The top row looks wrong. At a shift of −0.315 Å the last column, B3LYP-D4 less CCSD(T), reads −0.03 kcal/mol, the only negative entry it has. In every other row the functional binds H2 to Cl2 less than the coupled-cluster reference or matches it. In the same row MP2 still binds, at −0.01, while CCSD(T) has turned repulsive at +0.06.

Counterpoise-corrected interaction energies of H2 with Cl2 in the gas phase (negative binds), computed with Ansatz 0.2.0 in the def2-TZVPPD basis, with frozen cores in MP2 and CCSD(T). Cl2 is moved rigidly from the PBE0-D4/def2-TZVP minimum along the line between the two molecules' mean atom positions; positive shifts lead away from H2.

```
shift from the minimum (Å)  CCSD(T) (kcal/mol)  r2SCAN-D4 (kcal/mol)  B3LYP-D4 (kcal/mol)  MP2 (kcal/mol)  B3LYP-D4 less CCSD(T) (kcal/mol)
                    -0.315                0.06                  0.06                 0.03           -0.01                             -0.03
                    -0.157               -0.14                 -0.10                -0.14           -0.19                              0.00
                     0.000               -0.23                 -0.17                -0.21           -0.27                              0.02
                     0.157               -0.26                 -0.19                -0.22           -0.28                              0.04
                     0.378               -0.24                 -0.18                -0.19           -0.26                              0.05
                     0.786               -0.17                 -0.12                -0.11           -0.18                              0.06
                     1.573               -0.07                 -0.05                -0.04           -0.08                              0.03
                     3.146               -0.01                 -0.01                -0.01           -0.02                              0.00
```

The shift x is measured from the PBE0-D4 minimum. The coordinates put the two molecular centres 3.14 Å apart in the top row, so the centre distance is R = 3.45 Å + x. Energies are rounded to 0.01 kcal/mol, and a difference of two columns can be off by 0.01 from rounding alone.

The wavefunction does not explain the odd row. The runs at x = −0.315 show a stable closed-shell singlet with a T1 diagnostic of 0.008, and both molecules are intact (H–H 0.74 Å, Cl–Cl 1.98 Å). The move stretches no bond, so the known failure of single-reference methods on stretched bonds does not arise. The shape is nearly a T: the H2 axis lies 18° off the line of centres and the Cl2 axis 94° off it, so one hydrogen points at the side of Cl2. The curve belongs to this orientation, which has not been shown to be the most stable one.

For two closed-shell molecules without dipoles, such as these, two contributions should matter most; a weaker electrostatic one is taken up with the tail. Where their electron clouds overlap, the Pauli principle forces the occupied orbitals to stay orthogonal, which costs energy, and since the clouds thin out exponentially the cost dies off quickly. At all distances the fluctuating dipole of one molecule induces a matching dipole in the other, an attraction that falls only as a power of distance. An orbital tail decays as exp(−κr) with κ = √(2I) in atomic units, I being the ionisation energy. The repulsion follows the square of the overlap, which gives roughly exp(−bR) with b ≈ κ(H2) + κ(Cl2). Rough recalled values of 15 and 11 eV put b near 3.7 Å⁻¹. The dipole-dipole coupling goes as R⁻³ and enters the energy in second order, hence R⁻⁶. Together:

E(R) = A exp[−b(R − 3.45 Å)] − C/R⁶

An unweighted least-squares fit to all eight CCSD(T) values gives A = 0.488 kcal/mol, b = 3.20 Å⁻¹ and C = 1220 kcal/mol Å⁶, with a root-mean-square misfit of 0.003 kcal/mol, which is what rounding alone produces. The fitted b is an effective value and lies below the estimate; holding it at 3.8 Å⁻¹ raises the misfit to 0.013.

On the wall, from x = −0.315 to −0.157, CCSD(T) falls by 0.20 kcal/mol in 0.16 Å. The energy here is a small difference between a steep repulsion and a growing attraction, so its sign is fragile and a slight change in either term moves it by several hundredths. Over the rows sampled all three cheaper methods climb less than the reference, though not for one reason. Fitted with the formula above, r2SCAN-D4 is a shallower copy with the same minimum, while the B3LYP-D4 and MP2 curves sit further in (minima at x = 0.10 and 0.15 against 0.18), so in the top row they are not as far up their walls. The B3LYP-D4 wall is displaced and no softer, for its fitted exponent, 3.98 Å⁻¹, exceeds the 3.20 of the reference. From the top row to the lowest row CCSD(T) drops 0.32, both functionals 0.25 and MP2 0.27. B3LYP-D4 lies 0.04 above the reference in the lowest row and climbs 0.07 less on the way in, so it ends 0.03 below. The negative entry is therefore the end of a smooth drift, and the 0.00 at x = −0.157 is the place where two differently shaped curves cross. The exact agreement of r2SCAN-D4 in the top row is a meeting of the same kind.

Part of that drift may belong to the reference. Correlation between electrons on different molecules converges slowly with basis size, and counterpoise-corrected triple-zeta CCSD(T) usually binds dispersion complexes too weakly, most of all at short range, whereas density functionals converge much faster. A lower reference would raise the whole last column, so the −0.03 may not survive a larger basis, while the positive entries further down would more likely grow. MP2 shares the slow convergence with CCSD(T), so the gap between those two should be less sensitive. A likely cause, not tested here, is that MP2 builds dispersion from the uncoupled Hartree-Fock response of each molecule, which tends to overstate it for heavier, polarisable molecules such as Cl2 but to understate it for H2, so any net excess would have to come from the Cl2 side. The table agrees in sign in all eight rows, though in the last three the excess is no larger than the rounding, and it shrinks from 0.07 in the top row to 0.02 at x = 0.157, as an error that grows with the attraction would, although a slightly weaker short-range repulsion in MP2 would look much the same at this rounding.

The wall also rejects a familiar formula. A Lennard-Jones 12-6 curve, fitted the same way with two constants, misses by 0.016 on average (root mean square), five times the rounding. It fixes the shape of wall and well once depth and position are chosen, and that shape is not the one computed.

In the well, x = 0.000 to 0.378, the row called the minimum is not the lowest. All four methods are lowest at 0.157, because the origin was set by a fifth method in a different basis. The displacement costs little, 0.03 kcal/mol in CCSD(T) and 0.01 to 0.02 in the others, because the bottom is flat. The model says why the well is shallow. Setting dE/dR = 0 gives b·E(rep) = 6C/R⁷, so at the minimum the repulsion cancels a fraction 6/(bR) of the attraction and the depth is

D = (C/R⁶)·[1 − 6/(bR)]

The fitted minimum lies at x = 0.18, R = 3.63 Å, where bR = 11.6 and about half the attraction is cancelled. This relation allows a guess at neighbouring pairs. A more polarisable partner raises C but also pushes the wall outward, and the sixth power of R takes back much of the gain. H2 has two tightly held electrons and a small polarisability, so its wells with nonpolar partners are shallow. A rough harmonic estimate from the fitted curvature gives a zero-point energy of order 0.1 kcal/mol for the intermolecular stretch alone, a large part of 0.26, so the depth is no dissociation energy. All four curves use rigid monomers and leave out vibration, temperature and spin-orbit coupling alike, so these do not account for the differences between columns.

Relative to the CCSD(T) depth of 0.26, r2SCAN-D4 is 27% too shallow, B3LYP-D4 15% too shallow and MP2 8% too deep. Rounding alone can move each of these figures by up to about four points. The two functionals err differently. Fitting the same formula to each column puts the r2SCAN-D4 minimum at x = 0.18, with the reference, and the B3LYP-D4 minimum at 0.10. These positions are interpolations between coarse points (a Morse fit moves the CCSD(T) value by 0.02 Å), and the formula fits B3LYP-D4 only to 0.006, twice the rounding. Across the well r2SCAN-D4 is close to a scaled-down copy of the reference, with its largest error, 0.07, at the bottom. B3LYP-D4 has a well that is drawn inward and closes sooner on the outside.

On the shoulder at x = 0.786 this difference of shape costs B3LYP-D4 most: −0.11 against −0.17, or 65% of the reference binding. The model can be worked in full for this row, which was part of the fit. With R = 4.24 Å,

repulsion = 0.488 × exp(−3.20 × 0.786) = 0.488 × 0.081 = 0.039
attraction = 1220 / 4.24⁶ = 1220 / 5810 = 0.210
E = 0.039 − 0.210 = −0.171 kcal/mol

against −0.17 in the table. The sum is well fixed and the split is not. Holding b at 3.0 or 3.4 Å⁻¹ and refitting A and C still matches the column to about 0.006, while C moves from about 1350 to 1120. C is an effective constant that absorbs higher-order dispersion, its damping by overlap, and electrostatics.

Why B3LYP-D4 is worst here is untested. A plausible guess is that Becke-88 exchange stays too repulsive where the density tails barely touch, and that the D4 term, whose damping is tuned across many systems, makes up for this at contact distance better than further out. For r2SCAN the corresponding guess is that the functional captures some medium-range attraction itself and is paired with a weak D4 term, the two together falling short for this pair. The D4 energies in the top row, −1.82 kcal/mol with B3LYP and −0.27 with r2SCAN, show how differently the corrections are sized, but they are totals for all four atoms, include parts within each molecule, and prove neither guess.

In the tail, x = 1.573 and 3.146, overlap has nearly vanished and theory requires a power law. The table is consistent with R⁻⁶ without showing it. Allowing ±0.005 on each value, the last two CCSD(T) rows admit any power from 5.4 to 9.9. A Morse curve, whose tail is exponential and physically wrong at long range, fits all eight rows as well as the formula above, also to 0.003. The formula's own worst row is the last, where it is 0.005 too low, at the edge of rounding. That dispersion dominates is thus an argument from theory, helped by an unfitted estimate. The London formula with rough recalled polarisabilities (0.80 and 4.6 Å³) gives a C near 800 kcal/mol Å⁶, the same order as the fit. A second attraction adds to it. Both molecules have positive ends and a negative waist, and a T-shape brings a positive end of H2 to the negative waist of Cl2, so the quadrupole-quadrupole energy, which falls as R⁻⁵, binds. With rough recalled moments it is smaller than the London term at 5 Å but of the same order, about 0.02 against 0.05 kcal/mol, and the sum has the size of the computed −0.07. Turning H2 parallel to Cl2, or placing the two end to end, would reverse the sign of this term and leave dispersion attractive.

At x = 1.573 both functionals still bind too little, by 0.02 and 0.03 out of 0.07. The MP2 excess of 0.01 in the last three rows and the zeros of both functionals in the last row are of the size of the rounding and carry no information about cause or accuracy.

Averaged over the eight rows, the absolute errors against CCSD(T) are alike, 0.03 for MP2 and B3LYP-D4 and 0.04 for r2SCAN-D4, yet the worst row is on the wall for the first, on the shoulder for the second and at the bottom for the third. A method should be judged on a weak complex by its whole curve, since at a single distance near the wall two wrong shapes can cross the reference. What stays open is how far the reference wall itself would move with a larger basis, and with it the sign of the top row.
